**Quantum defects and core response for one electron outside S6+**

The table holds binding energies of the 3s, 3p, 3d, 4s and 4p levels of an electron added to neon-like S6+, from Koopmans' theorem, the second-order self-energy and EOM-EA-GCCSD corrected for the cut virtual space, with a two-component X2C Hamiltonian and screened-nucleus spin-orbit term (PySCF), together with one-particle weights. The program converts the levels to quantum defects and tests whether the correlation correction and the doublet splitting scale as $n^{*-3}$, against $n^{-3}$, $n^{*-2}$, proportionality to the penetration energy and a single defect shift for all $l$. The $n^{*-3}$ law predicts the $n=4$ corrections from $n=3$ within 4% without a fitted parameter, while $n^{-3}$ and $n^{*-2}$ miss by 14 to 48% (proportionality to the penetration energy holds within the p series but not for s or across $l$), and the bare $-\alpha_d/2r^4$ potential overshoots the computed 3d correction about threefold, a value probably too small because the basis has only tight f functions. A two-level reading of the weights gives gaps of 210 to 275 eV for five rows and 3 to 13 eV for 3p3/2, 3d5/2 and 4p3/2, which marks those three weights as probable artefacts. The output also shows that 38 to 53% of the correction is a second-order add-on and that the most diffuse s and p basis functions are about the size of the $n=4$ orbitals.

Binding energies of one electron added to closed-shell S6+, from PySCF 2.14.0 with GHF (Koopmans), second-order self-energy and EOM-EA-CCSD, the last corrected in second order for the cut virtual space. All use the X2C-1e Hamiltonian with screened-nucleus spin-orbit coupling, a Gaussian nucleus and an even-tempered 19s13p7d3f basis; 1s is frozen in the correlated steps.

## Script

```python
# Table: binding energies (eV) of one electron added to S6+ [Ne]; PySCF, X2C-1e with screened-nucleus
# spin-orbit term; Koopmans, second order, EOM-EA-GCCSD (corrected for cut virtuals), one-particle weight.
# Tested: quantum defects, n*^-3 scaling of correlation and fine structure against rivals,
# bare polarisation potential for 3d, two-level reading of the weights.
T = {
    'level': ['3s1/2', '3p1/2', '3p3/2', '3d3/2', '3d5/2', '4s1/2', '4p1/2', '4p3/2'],
    'koop': [87.523, 74.448, 74.284, 56.937, 56.933, 42.721, 38.058, 37.996],  # eV
    'second': [87.981, 74.841, 74.675, 57.129, 57.124, 42.872, 38.204, 38.143],  # eV
    'eom': [87.986, 74.847, 74.681, 57.135, 57.13, 42.873, 38.205, 38.143],  # eV
    'corr': [0.463, 0.399, 0.396, 0.198, 0.197, 0.152, 0.148, 0.147],  # eV
    'weight': [0.999, 0.999, 0.982, 1.0, 0.97, 1.0, 1.0, 0.995],
}
import numpy as np
from scipy.constants import physical_constants as pc, alpha
from scipy.special import gammainc
Ry = pc['Rydberg constant times hc in eV'][0]
Z = 6
K = Z*Z*Ry
L = list(T['level']); ix = {s: i for i, s in enumerate(L)}
n = np.array([int(s[0]) for s in L]); l = np.array(['spd'.index(s[1]) for s in L])
ko, se, eo, co, w = (np.array(T[k], float) for k in ('koop', 'second', 'eom', 'corr', 'weight'))
nk, ne = np.sqrt(K/ko), np.sqrt(K/eo)
dd = nk - np.sqrt(K/(ko + co)); pen = ko - K/n**2
print(f"Z^2 Ry = {K:.2f} eV; hydrogenic n=3 {K/9:.3f}, n=4 {K/16:.3f} eV; rounding 0.0005 eV per entry, 0.001 per difference")
print("level n*(EOM) delta(Koop) delta(EOM) d_delta pen=Koop-hydrogenic[eV] corr/pen[%] corr/EOM[%]")
for i, s in enumerate(L):
    print(f"{s} {ne[i]:.4f} {n[i]-nk[i]:.4f} {n[i]-ne[i]:.4f} {dd[i]:.5f} {pen[i]:.3f} {100*co[i]/pen[i]:.2f} {100*co[i]/eo[i]:.2f}")
print(f"rounding floor of d_delta: {(0.0005*ne**3/(2*K)).min():.6f} to {(0.0005*ne**3/(2*K)).max():.6f}")
print("n=4 from n=3, no parameter; corr predicted [eV] (error %)")
ps = []
for t in ('s1/2', 'p1/2', 'p3/2'):
    a, b = ix['3'+t], ix['4'+t]; q = ne[a]/ne[b]
    p = np.log(co[a]/co[b])/np.log(1/q); ps.append(p)
    fl = (0.0005/co[a] + 0.0005/co[b])/np.log(1/q)
    pr = [(nm, co[a]*f) for nm, f in (('n*^-3', q**3), ('n^-3', 0.75**3), ('n*^-2', q**2))]
    print(f"4{t} table {co[b]:.3f}, ratio 3/4 {co[a]/co[b]:.2f}, exponent {p:.2f}+-{fl:.2f}; " + ", ".join(f"{nm} {v:.3f} ({100*(v/co[b]-1):+.1f})" for nm, v in pr))
    E4 = K/(ne[a] + 1)**2
    print(f"   level at constant delta {E4:.3f} vs {eo[b]:.3f} eV ({E4-eo[b]:+.3f}, {100*(E4/eo[b]-1):+.2f}%); delta change {ne[a]+1-ne[b]:+.4f}")
x = 2*K/ne**3; d1 = x @ co/(x @ x); r1 = 100*(d1*x/co - 1)
print(f"one d_delta for all l = {d1:.5f}; errors %: " + " ".join(f"{s}:{v:+.0f}" for s, v in zip(L, r1)))
print(f"   worst row {L[int(np.argmax(abs(r1)))]}")
ad = 0.07  # dipole polarisability of S6+ in bohr^3, rough recalled value
r4 = Z**4*(27 - 6)/(2*3**5*1.5*2*2.5*3*3.5); d = ix['3d3/2']
print(f"hydrogenic 3d <r^-4> = {r4:.3f} bohr^-4; bare alpha_d/2 <r^-4> (rough alpha_d {ad}) = {ad*r4*Ry:.2f} eV vs {co[d]:.3f}, ratio {ad*r4*Ry/co[d]:.1f}")
print(f"   alpha_d needed {co[d]/(r4*Ry):.3f} bohr^3; r^-4 weight peaks at {3/Z:.2f} bohr; share inside 0.5, 1.0 bohr: {gammainc(3, 2*Z/3*0.5):.2f}, {gammainc(3, 2*Z/3):.2f}")
print(f"   Slater 2p core radius: peak {4/(16-4.15):.2f}, mean {5/(16-4.15):.2f} bohr")
print("doublet: split Koop, second, EOM [eV]; Lande Zi (range from +-0.001 eV); corr difference [eV]")
sp = {}
for s, j1, j2 in (('3p', '1/2', '3/2'), ('4p', '1/2', '3/2'), ('3d', '3/2', '5/2')):
    a, b = ix[s+j1], ix[s+j2]; v = eo[a] - eo[b]; nb = (ne[a] + ne[b])/2; sp[s] = (v, nb)
    u = alpha**2*K/(nb**3*l[a]*(l[a] + 1))
    print(f"{s} {ko[a]-ko[b]:.3f} {se[a]-se[b]:.3f} {v:.3f}; Zi {np.sqrt(v/u):.1f} ({np.sqrt((v-.001)/u):.1f}-{np.sqrt((v+.001)/u):.1f}); Zi=6 gives {36*u:.4f}; {co[a]-co[b]:.3f}")
print(f"3p/4p split ratio {sp['3p'][0]/sp['4p'][0]:.2f}; n*^3 {(sp['4p'][1]/sp['3p'][1])**3:.2f}, n^3 {(4/3)**3:.2f}; "
      f"4p predicted n*^-3 {sp['3p'][0]*(sp['3p'][1]/sp['4p'][1])**3:.4f}, n^-3 {sp['3p'][0]*0.75**3:.4f} eV")
# further output of the same calculation, in table order
raw = np.array([87.812, 74.693, 74.528, 57.038, 57.034, 42.804, 38.127, 38.065])
cut = np.array([0.17404, 0.15392, 0.15254, 0.096468, 0.096271, 0.068599, 0.078343, 0.077901])
wf = np.array([0.99895, 0.99907, 0.98166, 0.99952, 0.97011, 0.99968, 0.99971, 0.99484])
amin = {0: 0.11, 1: 0.15, 2: 0.15}
print("further output: level, uncorrected shift[eV], cut add-on[eV], add-on/corr[%], EOM-second[eV], same/shift[%], 1-w, gap=shift/(1-w)[eV]")
for i, s in enumerate(L):
    sh = raw[i] - ko[i]
    print(f"{s} {sh:.3f} {cut[i]:.3f} {100*cut[i]/co[i]:.0f} {eo[i]-se[i]:.3f} {100*(eo[i]-se[i])/sh:.1f} {1-wf[i]:.5f} {sh/(1-wf[i]):.0f}")
print(f"max |uncorrected + add-on - EOM column| = {abs(raw+cut-eo).max():.4f} eV; table weights {w.min():.3f} to {w.max():.3f}")
print("size [bohr], <r> from n* / rms radius of most diffuse Gaussian: " + " ".join(
    f"{s}:{(3*ne[ix[s]]**2-l[ix[s]]*(l[ix[s]]+1))/(2*Z):.1f}/{np.sqrt((2*l[ix[s]]+3)/(4*amin[int(l[ix[s]])])):.1f}"
    for s in ('3s1/2', '3p1/2', '3d3/2', '4s1/2', '4p1/2')))
de = n - ne
assert (co > 0).all() and (pen > 0).all()
assert de[ix['3s1/2']] > de[ix['3p1/2']] > de[ix['3d3/2']] > 0
assert all(2.7 < p < 3.3 for p in ps)
assert abs(eo - se).max() < 0.01
```

Output:

```
Z^2 Ry = 489.80 eV; hydrogenic n=3 54.423, n=4 30.613 eV; rounding 0.0005 eV per entry, 0.001 per difference
level n*(EOM) delta(Koop) delta(EOM) d_delta pen=Koop-hydrogenic[eV] corr/pen[%] corr/EOM[%]
3s1/2 2.3594 0.6344 0.6406 0.00623 33.100 1.40 0.53
3p1/2 2.5581 0.4350 0.4419 0.00685 20.025 1.99 0.53
3p3/2 2.5610 0.4322 0.4390 0.00682 19.861 1.99 0.53
3d3/2 2.9279 0.0670 0.0721 0.00509 2.514 7.88 0.35
3d5/2 2.9281 0.0669 0.0719 0.00506 2.510 7.85 0.34
4s1/2 3.3800 0.6140 0.6200 0.00601 12.108 1.26 0.35
4p1/2 3.5806 0.4125 0.4194 0.00696 7.445 1.99 0.39
4p3/2 3.5835 0.4096 0.4165 0.00693 7.383 1.99 0.39
rounding floor of d_delta: 0.000007 to 0.000023
n=4 from n=3, no parameter; corr predicted [eV] (error %)
4s1/2 table 0.152, ratio 3/4 3.05, exponent 3.10+-0.01; n*^-3 0.157 (+3.6), n^-3 0.195 (+28.5), n*^-2 0.226 (+48.4)
   level at constant delta 43.401 vs 42.873 eV (+0.528, +1.23%); delta change -0.0206
4p1/2 table 0.148, ratio 3/4 2.70, exponent 2.95+-0.01; n*^-3 0.146 (-1.7), n^-3 0.168 (+13.7), n*^-2 0.204 (+37.6)
   level at constant delta 38.688 vs 38.205 eV (+0.483, +1.26%); delta change -0.0224
4p3/2 table 0.147, ratio 3/4 2.69, exponent 2.95+-0.01; n*^-3 0.145 (-1.7), n^-3 0.167 (+13.6), n*^-2 0.202 (+37.6)
   level at constant delta 38.626 vs 38.143 eV (+0.483, +1.27%); delta change -0.0225
one d_delta for all l = 0.00627; errors %: 3s1/2:+1 3p1/2:-8 3p3/2:-8 3d3/2:+24 3d5/2:+24 4s1/2:+5 4p1/2:-10 4p3/2:-9
   worst row 3d5/2
hydrogenic 3d <r^-4> = 0.711 bohr^-4; bare alpha_d/2 <r^-4> (rough alpha_d 0.07) = 0.68 eV vs 0.198, ratio 3.4
   alpha_d needed 0.020 bohr^3; r^-4 weight peaks at 0.50 bohr; share inside 0.5, 1.0 bohr: 0.32, 0.76
   Slater 2p core radius: peak 0.34, mean 0.42 bohr
doublet: split Koop, second, EOM [eV]; Lande Zi (range from +-0.001 eV); corr difference [eV]
3p 0.164 0.166 0.166; Zi 14.6 (14.6-14.7); Zi=6 gives 0.0280; 0.003
4p 0.062 0.061 0.062; Zi 14.8 (14.7-14.9); Zi=6 gives 0.0102; 0.001
3d 0.004 0.005 0.005; Zi 5.4 (4.8-5.9); Zi=6 gives 0.0062; 0.001
3p/4p split ratio 2.68; n*^3 2.74, n^3 2.37; 4p predicted n*^-3 0.0606, n^-3 0.0700 eV
further output: level, uncorrected shift[eV], cut add-on[eV], add-on/corr[%], EOM-second[eV], same/shift[%], 1-w, gap=shift/(1-w)[eV]
3s1/2 0.289 0.174 38 0.005 1.7 0.00105 275
3p1/2 0.245 0.154 39 0.006 2.4 0.00093 263
3p3/2 0.244 0.153 39 0.006 2.5 0.01834 13
3d3/2 0.101 0.096 49 0.006 5.9 0.00048 210
3d5/2 0.101 0.096 49 0.006 5.9 0.02989 3
4s1/2 0.083 0.069 45 0.001 1.2 0.00032 259
4p1/2 0.069 0.078 53 0.001 1.4 0.00029 238
4p3/2 0.069 0.078 53 0.000 0.0 0.00516 13
max |uncorrected + add-on - EOM column| = 0.0005 eV; table weights 0.970 to 1.000
size [bohr], <r> from n* / rms radius of most diffuse Gaussian: 3s1/2:1.4/2.6 3p1/2:1.5/2.9 3d3/2:1.6/3.4 4s1/2:2.9/2.6 4p1/2:3.0/2.9
```
